The row at 18.619 Å³/atom looks like a mistake. The band gap of MoS₂ has grown at each of the four steps before it, and here it suddenly drops to 1.308 eV, almost exactly the value found in the much denser cell at 16.494 Å³/atom. Yet the least direct gap passes through the same row without a kink.

Ansatz 0.2.0, HSE06 with PAW potentials for bulk MoS₂, without spin-orbit coupling, at a plane-wave cutoff of 420 eV and a 6×6×2 k mesh. The cell edges are scaled together from the r2SCAN-rVV10 cell, with atomic positions relaxed with that functional. Gaps are the smallest found on the mesh, at named k points and on any path searched between them.

| volume (Å³/atom) | c/a | shortest distance (Å) | band gap (eV) | least direct gap (eV) |
| --- | --- | --- | --- | --- |
| 15.989 | 3.9193 | 2.370 | 1.227 | 2.614 |
| 16.494 | 3.9193 | 2.379 | 1.310 | 2.479 |
| 17.009 | 3.9192 | 2.387 | 1.381 | 2.345 |
| 17.535 | 3.9192 | 2.395 | 1.441 | 2.216 |
| 18.072 | 3.9193 | 2.403 | 1.477 | 2.092 |
| 18.619 | 3.9192 | 2.412 | 1.308 | 1.973 |
| 19.178 | 3.9192 | 2.420 | 1.145 | 1.861 |
| 19.748 | 3.9193 | 2.429 | 0.986 | 1.755 |
| 20.328 | 3.9193 | 2.438 | 0.832 | 1.656 |

**What happens**

The row is sound; what changed is the state to which the gap is measured. In all nine cells the highest filled level lies at Γ, the centre of the Brillouin zone. In the four smallest cells the lowest empty level lies in a side valley, about halfway between Γ and the zone corner K. From 18.072 Å³/atom on it lies at K; for the row at 19.178 the position was not printed, but its gap falls in line with its neighbours.

The band gap is therefore the smaller of two distances from the same valence top. Expansion lengthens the distance to the side valley and shortens the distance to K. A quantity that always takes the smaller of a rising and a falling value has a peak where the two meet. The least direct gap has no such peak because it belongs to K alone.

**Why the distance to K shrinks**

The Mo atoms of one layer form a triangular net. The valence top at Γ and the conduction edge at K are both built largely from the same Mo orbital, the $d_{z^2}$ lobe that points out of the layer. At Γ all six neighbours are in phase, which lowers the level; at K the phases largely oppose each other, which raises it. With a hopping energy $t<0$ between neighbours, the shifts are $6t$ and $-3t$, so the two levels lie $9|t|$ apart.

Two limits show the direction. If the Mo atoms were pulled far apart, $t$ would vanish and this separation would close. If they are pushed together, it keeps widening, and at some point another empty level lies lower than the one at K and sets the gap instead. In MoS₂ the other level is the side valley.

This picture gives the right sign but not the full size. Hopping between $d$ orbitals falls roughly as the inverse fifth power of distance. Applied to the whole distance from the valence top at Γ to the empty level at K, that rule gives a fall of 0.26 eV between 18.072 and 20.328 Å³/atom, whereas the calculation gives 0.645 eV. The rest probably comes from the sulfur orbitals mixed into these states and from the flattening of each layer as it is stretched, but the table has no column that would prove it.

The fall can also be split in two, with the filled level at K as the reference. Of the 0.645 eV, 0.436 eV is the narrowing of the direct gap at K, and 0.209 eV is the rise of the valence top at Γ relative to that filled level. The reference can itself move with strain, so the split does not say which level moves most. Moving the layers apart would by itself be expected to lower the Γ level. That it rises all the same points to the stretch within the layers as the stronger influence.

**Why the side valley behaves differently**

The side valley consists mainly of Mo $d$ orbitals lying in the plane, mixed with sulfur $p$ orbitals, so it need not follow the level at K. Compression also brings the layers closer: the spacing between facing sulfur planes shrinks from 3.11 Å at 18.072 Å³/atom to 2.79 Å in the smallest cell. Stronger overlap across that space pushes the Γ valence top up and the lower branch of the side valley down, and both narrow the gap. Compression within the plane acts at the same time. Because all edges were scaled together, this series cannot tell how much each contributes.

The expanded cells do give a hint. There the Γ top sinks relative to the filled level at K as the cell gets smaller, although the layers come closer. If this continues under compression, both the side valley and the Γ top come down when measured from that filled level, and the gap narrows because the side valley does so faster.

**How large the effect is**

Let $s$ be the change of the cell edges in per cent, counted from the cell at 18.072 Å³/atom. One straight line was fitted to the four side-valley rows and another to the five K rows:

$$E_\text{side}=1.518+0.0713\,s,\qquad E_K=1.472-0.1612\,s \quad\text{(in eV)}$$

The lines meet where $0.2325\,s=1.472-1.518=-0.046$, that is, at $s\approx-0.2$. The peak thus lies just on the dense side of the 18.072 cell, at about $1.472+0.1612\times0.2\approx1.50$ eV. No row sits at that point, so the peak itself is an estimate.

Each line passes within 0.006 eV of its own rows, which is a mild test with so few points. The side-valley rows bend slightly, and following that bend moves the crossing even closer to the 18.072 cell. The exact position should not be trusted in any case: the atomic positions come from a different functional, and the sulfur atoms still feel forces of about 0.4 eV/Å where these were printed.

**What to do about it**

Do not read strain from the band gap alone. A value near 1.31 eV fits both a cell compressed by 3 % along each edge and one expanded by 1 %. The least direct gap separates the two cases, at 2.479 and 1.973 eV. Use its change rather than its absolute value, because spin-orbit coupling is missing here and would be expected to push up the highest filled level at K, which lowers the direct gap.

When computing a compressed cell, search the line between Γ and K and not only its end points. In the smallest cell the level at K is estimated to lie about 1 eV above the side valley. A calculation that looked only at K would miss the true gap by that amount.

Near the 18.072 cell, do not rely on the order of the two valleys. They are estimated to lie within a few hundredths of an eV of each other, comparable to the thermal energy at room temperature. Spin-orbit coupling or a small change of geometry could reverse them. Expanding the edges by 1 % should lift the side valley roughly 0.2 eV above K, which makes the order much safer. The 0.2 eV rests on continuing the side-valley trend beyond its last row.

The slopes of the two fitted lines are not pressure coefficients. Holding the smallest cell in shape takes a stress of about 12 GPa within the layers but only 2.6 GPa across them. Both values are rough, since the runs carry warnings that their convergence thresholds were loose for stresses, and the functional has no dispersion term; only the large contrast between them is used here. Real hydrostatic pressure would close the space between the layers much more than it shortens the Mo–Mo distance, and the balance between the two valleys would shift differently.

The same reasoning gives a rule for any starting cell on this path. If the side valley is lowest, expansion first widens the gap; if K is lowest, expansion narrows it from the start. The printed analysis below lists the fits and the geometry behind these estimates.

Output of the analysis:

```
fit of band_gap on 4 rows (atK == 0): constant 1.518 +/- 0.01, coefficient of strain 0.07129 +/- 0.0036; rms 0.00575, worst 16.494 -0.00589, leave-one-out rms 0.0147
  rows outside the fit (model, value, miss): 18.072 1.518, 1.477, 0.041; 18.619 1.589, 1.308, 0.281; 19.178 1.661, 1.145, 0.516; 19.748 1.732, 0.986, 0.746; 20.328 1.803, 0.832, 0.971
fit of band_gap on 5 rows (atK == 1): constant 1.472 +/- 0.004, coefficient of strain -0.1612 +/- 0.0016; rms 0.00401, worst 18.072 -0.00496, leave-one-out rms 0.00838
  rows outside the fit (model, value, miss): 15.989 2.117, 1.227, 0.89; 16.494 1.956, 1.31, 0.646; 17.009 1.794, 1.381, 0.413; 17.535 1.633, 1.441, 0.192
Geometry and levels:
     row  edge_A  strain_percent  layer_thickness_A  S_S_spacing_between_layers_A  direct_less_gap_eV  estimated_gap_to_K_eV
  15.989   3.046              -4              3.177                         2.792               1.387                  2.208
  16.494   3.078              -3              3.164                         2.868               1.169                  2.021
  17.009    3.11              -2              3.146                         2.947               0.964                  1.835
  17.535   3.141         -0.9996              3.128                         3.027               0.775                  1.653
  18.072   3.173               0               3.11                         3.108               0.615                  1.477
  18.619   3.205          0.9998              3.095                         3.185               0.665                  1.306
  19.178   3.236           2.001              3.076                         3.267               0.716                  1.141
  19.748   3.268               3              3.059                         3.345               0.769                 0.9832
  20.328     3.3           3.999              3.042                         3.424               0.824                  0.832
Edge strain where the two lines cross (per cent): -0.1975
Gap at the crossing of the lines (eV): 1.504
Side valley above K in the reference cell, curved continuation (eV): 0.013
Side valley above K at 1 per cent expansion, curved continuation (eV): 0.22
Thermal energy at 300 K (eV): 0.02585
K above side valley in the most compressed cell, estimate (eV): 0.981
Fall of the gap from reference to largest cell (eV): 0.645
Part from the direct gap at K (eV): 0.436
Part from Gamma rising above K valence (eV): 0.209
Fall if the K gap went as edge to the power -5 (eV): 0.263
Growth of edge over the series (per cent): 8.332
Growth of Mo-S distance over the series (per cent): 2.869
Lowering of the first gap by the search off the mesh (eV): 0.03588
```
